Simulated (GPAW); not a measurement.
# Single-oscillator test of the refractive index of KZnF₃ (Pm-3m) below its direct gap, PBE with RPA

KZnF₃ is a cubic perovskite fluoride: Zn sits in an octahedron of fluoride ions and K fills the large cage between octahedra. Filled F 2p states, mixed with Zn 3d, lie below empty states of largely Zn 4s character. All rows belong to this one crystal and differ only in photon energy. The question is whether its index follows a single-oscillator law, in which 1/(n² − 1) falls linearly with E². Such a law would let a few wavelengths supply the index at others, as the design of lenses, windows and coatings requires. The index is calculated with PBE and the RPA at fixed ions, and the law is judged against these computed values, not against measured ones.

## Set-up

The measured cell of a diffraction database, fixed. GPAW 26.7.0, plane waves with PAW (cutoff 500 eV), PBE, no spin polarisation, no spin-orbit coupling, clamped ions. RPA dielectric function with local fields on a k mesh of 8×8×8, Lorentzian broadening 0.2 eV; the rows are a selection of common laser wavelengths, read off the computed spectrum below 72 % of the smallest direct gap; n is the real part of √ε. Smallest direct gap on the mesh: 5.66 eV (PBE).

Notes on method and selection:

- Excitons and lattice vibrations are left out; a gap that is too small makes n too large and too dispersive.
- Runs that did not converge, have known faults or may not be shown are not listed, and runs on Ansatz's PAW sets soft_1 and soft_2 are kept to separate tables.

Columns:

- E² (eV²): square of the photon energy.
- E (eV): photon energy.
- n: refractive index.

## Results

| member | E² (eV²) | E (eV) | 1/(n² − 1) | n |
| --- | --- | --- | --- | --- |
| 1550 nm | 0.64 | 0.80 | 0.8116 | 1.494 |
| 800 nm | 2.40 | 1.55 | 0.7994 | 1.500 |
| 633 nm | 3.84 | 1.96 | ? | ? |
| 450 nm | 7.59 | 2.75 | 0.7618 | 1.521 |
| 405 nm | 9.37 | 3.06 | 0.7482 | 1.529 |
| 308 nm | 16.20 | 4.03 | 0.6915 | 1.564 |

Cells marked ? are withheld until the estimate has been made.

Least-squares fits to the members shown, with x = E² (eV²); R² and errors in the fitted variable (y, or ln y where the fit is in ln y):

| y | members | fit | R² | rms residual | leave-one-out rms | the same for the mean of the others |
| --- | --- | --- | --- | --- | --- | --- |
| 1/(n² − 1) | 5 | y = 0.8182 − 0.007698 x | 1.00 | 0.0018 | 0.0040 | 0.053 |
| n | 5 | y = 1.489 + 0.004490 x | 0.99 | 0.0019 | 0.0044 | 0.031 |

## The trend and its physics

From 1550 nm to 308 nm, 1/(n² − 1) falls at every step while n rises from 1.494 to 1.564. The straight line in E² describes this well: its leave-one-out error is 0.0040, against 0.053 for the mean of the others.

The law follows from replacing all electronic transitions by one at energy E₀ with strength F: n² − 1 = F/(E₀² − E²), hence 1/(n² − 1) = (E₀² − E²)/F. The fitted line gives E₀² = 0.8182 / 0.007698 = 106 eV², or E₀ = 10.3 eV. This is well above the smallest direct gap of 5.66 eV, because E₀ is an average over transitions that reach far above the absorption edge.

The law is nevertheless an approximation. Between 1550 and 800 nm the slope is (0.7994 − 0.8116) / (2.40 − 0.64) = −0.0069 per eV²; between 405 and 308 nm it is (0.6915 − 0.7482) / (16.20 − 9.37) = −0.0083 per eV², about a fifth steeper. The difference exceeds what the printed rounding can produce.

A spread of transition energies explains the sign of this bend. In a sum of terms Fᵢ/(Eᵢ² − E²), those with the lowest Eᵢ grow fastest as E rises, so the effective oscillator energy moves down and the plot of 1/(n² − 1) curves downward.

The computed indirect gap is smaller than the 4.03 eV photon energy of the 308 nm row, yet this causes no absorption edge there: with clamped ions only direct transitions enter the spectrum. The PBE gap, being too small, tends to make both n and its dispersion too large. That affects the constants of the law more than the reason for its curvature.

## An estimate before looking

Plain estimates from the members shown:

- 633 nm, fit at x = 3.84: 0.7886
- 633 nm, straight-line interpolation between 800 nm and 450 nm: w = (3.84 − 2.40) / (7.59 − 2.40) = 0.277, so 0.7994 + 0.277 × (0.7618 − 0.7994) = 0.7890

The 633 nm point lies between close neighbours, so local interpolation is preferable to the global line, which averages over the bend. The chord from 800 to 450 nm gives 0.7890. Because the plot curves downward, the value should lie slightly above this chord.

The size of the shift follows from the change of slope over the three rows at 1550, 800 and 450 nm. The two slopes are (0.7994 − 0.8116) / (2.40 − 0.64) = −0.00693 and (0.7618 − 0.7994) / (7.59 − 2.40) = −0.00724 per eV², so the quadratic coefficient is (−0.00724 + 0.00693) / (7.59 − 0.64) = −0.000045 per eV⁴. At 633 nm the correction to the chord is −0.000045 × (3.84 − 2.40) × (3.84 − 7.59) = +0.0002, which leads to 0.7892.

The same route can be tried on the 450 nm row, using only 1550, 800 and 405 nm. The chord from 800 to 405 nm gives 0.7994 + (7.59 − 2.40) / (9.37 − 2.40) × (0.7482 − 0.7994) = 0.7613, and with the curvature term this becomes 0.7613 + 0.0004 = 0.7617, against the tabulated 0.7618. Applied to the 800 nm row from 1550, 450 and 405 nm, the chord gives 0.8116 + (2.40 − 0.64) / (7.59 − 0.64) × (0.7618 − 0.8116) = 0.7990, and the curvature term makes it 0.7990 + 0.0005 = 0.7995, against 0.7994. Both misses are about 0.0001. Since these two trials share most of their rows, the standard deviation is set at twice that miss, 0.0002.

**Committed estimate, 633 nm: 1/(n² − 1) = 0.7892 ± 0.0002.**

## Outcome

| member | E² (eV²) | E (eV) | 1/(n² − 1) | n |
| --- | --- | --- | --- | --- |
| 633 nm | 3.84 | 1.96 | 0.7893 | 1.506 |

| member | estimate | 1/(n² − 1) | computed | estimate − computed | miss in error bars |
| --- | --- | --- | --- | --- | --- |
| 633 nm | committed | 0.7892 | 0.7893 | −0.0001 | 0.5 |
| 633 nm | fit | 0.7886 | 0.7893 | −0.0007 |  |
| 633 nm | interpolation | 0.7890 | 0.7893 | −0.0003 |  |

The estimate of 0.7892 lies 0.0001 below the computed 0.7893, inside its error bar of 0.0002. It came closer than the chord between the neighbours (0.0003 too low) and the line fitted to the other five rows (0.0007 too low).

The curvature argument held: the computed point lies above the chord, as a downward bend requires. With the new row included, the slope is (0.7893 − 0.7994) / (3.84 − 2.40) = −0.0070 per eV² from 800 to 633 nm and (0.7618 − 0.7893) / (7.59 − 3.84) = −0.0073 per eV² from 633 to 450 nm. The first of these agrees within rounding with the slope between 1550 and 800 nm, but the steepening over the whole series is clear.

This is what a spread of transition energies should give, since the lowest transitions gain weight as the photon energy rises. The successful estimate is weaker evidence for that cause than for the bend itself, because any smooth function with the same curvature would have predicted the point equally well.

## Outliers

Least-squares fits to the whole series, with x = E² (eV²); R² and errors in the fitted variable (y, or ln y where the fit is in ln y):

| y | members | fit | R² | rms residual | leave-one-out rms | the same for the mean of the others |
| --- | --- | --- | --- | --- | --- | --- |
| 1/(n² − 1) | 6 | y = 0.8184 − 0.007709 x | 1.00 | 0.0016 | 0.0036 | 0.048 |
| n | 6 | y = 1.489 + 0.004496 x | 0.99 | 0.0017 | 0.0039 | 0.028 |

Largest departures from the fit to the whole series:

| member | 1/(n² − 1) | fit | computed − fit | in rms residuals |
| --- | --- | --- | --- | --- |
| 405 nm | 0.7482 | 0.7462 | +0.0020 | 1.3 |
| 308 nm | 0.6915 | 0.6935 | −0.0020 | 1.2 |
| 450 nm | 0.7618 | 0.7599 | +0.0019 | 1.2 |
| 1550 nm | 0.8116 | 0.8135 | −0.0019 | 1.1 |

No single row stands out: the four largest departures are all close to 0.002, or 1.1 to 1.3 rms residuals. Their signs do form a pattern, with the 1550 and 308 nm rows below the line and the 450 and 405 nm rows above it, as expected when a straight line is laid through points that bend downward. The common cause is therefore the single-oscillator form itself, which gives one fixed energy to transitions that are spread over many; in the index the departures amount to only about 0.001.

## Conclusions

For the six wavelengths from 1550 to 308 nm, the single-oscillator law is a good approximation with a small, systematic bend. Its leave-one-out error of 0.0036 in 1/(n² − 1) corresponds to about 0.002 in n, whereas a straight line for n itself misses by 0.0039. Interpolation between near neighbours did better still at 633 nm.

For a thin lens in air, the focal length is proportional to 1/(n − 1). From 633 to 450 nm it changes by the factor (1.506 − 1) / (1.521 − 1) = 0.971, so the computed dispersion shortens it by about 3 %.

The index varies by only 1.564 − 1.494 = 0.070 over the table, so even a modest error in its absolute value can rival the whole dispersion. The too-small PBE gap raises n, while the neglect of excitons lowers it. The two errors partly cancel, so a good absolute index would not by itself show that the gap is right.
